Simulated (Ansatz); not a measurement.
# A series in volume scale on ZrTiN₂

Results calculated with Ansatz 0.2.0, not measured. Free energy against uniform scaling of the volume at fixed shape and fractions; periodic cell, basis, potentials, k mesh and filling as listed.

The cell before it is scaled or strained (space group R-3m, No. 166):
```
ZrTiN2
1.0
      1.5739     0.9087     5.1182
     -1.5739     0.9087     5.1182
      0.0000    -1.8174     5.1182
Zr Ti N
1 1 2
Direct
  0.50000 0.50000 0.50000
  0.00000 0.00000 0.00000
  0.74367 0.74367 0.74367
  0.25633 0.25633 0.25633
```

Settings of every row: functional PBEsol; dispersion none; potentials PAW; wave cutoff 500 eV; density cutoff 2000 eV; k mesh 9x9x9; k shift 0x0x0; occupations fermi dirac; smearing width 0.2 eV; spin none.

Limits: coarse k mesh, up to 40 meV an atom off; the cell comes from a prototype or a list of computed structures and needn't be the stable phase.

```csv
row,volume scale,V (Å³/atom),pressure (GPa),energy above lowest point (meV/atom)
1,0.94,10.321,6.8,5
2,0.96,10.541,0.63,0
3,0.98,10.76,-4.9,3
4,1,10.98,-9.86,13.2
5,1.02,11.2,-14.3,29.8
6,1.04,11.419,?,?
7,1.06,11.639,-21.82,79.7
```

Question: what pressure and energy above lowest point should row 6 give?

Worked fit of pressure. Take u = (V_r/V)^(2/3) − 1 with V_r = 10.87 Å³ an atom, which is twice the finite (Eulerian) strain; such expansions in the strain, on which the Birch-Murnaghan equation of state is built, carry the rest volume and the bulk modulus. The shown rows have u = 0.03515, 0.0207, 0.0068, -0.00669, -0.01974, -0.04455. Least squares give pressure = −7.441 + 368.66 × u + 1033.2 × u² GPa; a straight line predicts inner rows, each left out in turn, worse (root mean square 0.65 against 0.016 GPa). The rows lie off it by 0.01, 0.00, -0.01, 0.00, 0.02, -0.01. The pressure vanishes at u = 0.0192, or V = 10.56 Å³ an atom, and there the bulk modulus at fixed shape and fractions is B = −V dP/dV = (2/3)(1 + u) dP/du = 277 GPa. Letting shape and atoms relax would as a rule lower it, by much in layered, chain or molecular crystals. The withheld row has u = -0.03231, so the fit gives −7.441 + 368.66 × (-0.03231) + 1033.2 × (-0.03231)² = -18.27 GPa.

The calculation gave -18.27 GPa. The fit meets it to the printed digit.

Worked fit of energy above lowest point. Take u = (V_r/V)^(2/3) − 1 with V_r = 10.87 Å³ an atom, which is twice the finite (Eulerian) strain; such expansions in the strain, on which the Birch-Murnaghan equation of state is built, carry the rest volume and the bulk modulus. The shown rows have u = 0.03515, 0.0207, 0.0068, -0.00669, -0.01974, -0.04455. Least squares give energy above lowest point = 7.24 − 756.9 × u + 19629 × u² + 2509 × u³ meV/atom; a parabola predicts inner rows, each left out in turn, worse (root mean square 0.052 against 0.025 meV/atom). All shown rows lie on it to the printed digit. Its lowest point lies at u = 0.0192, or V = 10.56 Å³ an atom, and the curvature there gives the bulk modulus at fixed shape and fractions, B = (4/9)(1 + u)² E″(u)/V = 277 GPa. Letting shape and atoms relax would as a rule lower it, by much in layered, chain or molecular crystals. The withheld row has u = -0.03231, so the fit gives 7.24 − 756.9 × (-0.03231) + 19629 × (-0.03231)² + 2509 × (-0.03231)³ = 52.1 meV/atom.

The calculation gave 52.2 meV/atom. The fit lies 0.1 meV/atom (0.13 % of the column's range) below it, one unit of the last digit.
